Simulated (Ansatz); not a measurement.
# Ionic part of the dielectric constant of BN at 50 GPa, mode by mode

Computed with DFT LDA, scalar-relativistic, plane waves, PAW (Ansatz 0.2.0). Settings: 420 eV plane-wave cutoff, Γ-centred 12×12×12 mesh, fixed occupations. No spin polarisation. Phonons by linear response, acoustic sum rule imposed.

It takes space group F-43m (No. 216, cubic). Conventional cell: a = 3.460 Å, b = 3.460 Å, c = 3.460 Å, α = 90.00°, β = 90.00°, γ = 90.00°. B (site symmetry -43m) is surrounded by 4 N at 1.50 Å. N (site symmetry -43m) has 4 B at 1.50 Å as nearest neighbours.

Other phases may be more stable at this pressure.

The primitive cell has V = 10.35 Å³ and ε∞,xx = 4.487. Each polar mode adds Δε = (4.92064×10⁷/V)·S/ν² along x, with S its oscillator strength in e²/amu, ν in cm⁻¹ and V in Å³.

**Question.** From these modes, find each Δε and ε0,xx.
```tsv
ν (cm⁻¹)	S_xx (e²/amu)
1210.2	0.5481
```

**Answer.**
```csv
ν (cm⁻¹),Δε
1210.2,1.78
```

The sum is 1.779, so ε0,xx = 6.27; the run's tensor has 6.27.

**Question.** Where do the longitudinal modes lie for a wave vector along x?

**Answer.** At 1430 cm⁻¹. The Lyddane–Sachs–Teller product Π(ν_LO/ν_TO)² = 1.40 matches ε0/ε∞ = 1.40.

Cost: 1 run of about 0.32 core-minutes, on Arm Neoverse N1 (shared hosts).

The static dielectric response of zinc-blende BN at this pressure is mainly electronic: the lattice adds only 1.78 to an ε∞ of 4.487. All of that addition comes from the single, triply degenerate polar mode, in which the B and N sublattices move against each other. The ionic term is modest because the short, strongly covalent sp³ bonds resist this displacement. The light atoms raise the frequency but not the static response, since the reduced mass cancels between the oscillator strength and ν², leaving effective charge, force constant and cell volume to set Δε.

The bonds are nevertheless clearly polar, as expected from the electronegativity difference between B and N. The macroscopic field that accompanies longitudinal motion adds a restoring force and lifts that branch from 1210.2 to 1430 cm⁻¹. The Lyddane–Sachs–Teller agreement shows that the frequencies, oscillator strength and dielectric constants are mutually consistent, but it is not an independent test of their accuracy. With only one volume treated, how compression shifts the balance between bond stiffening and effective charge remains open.
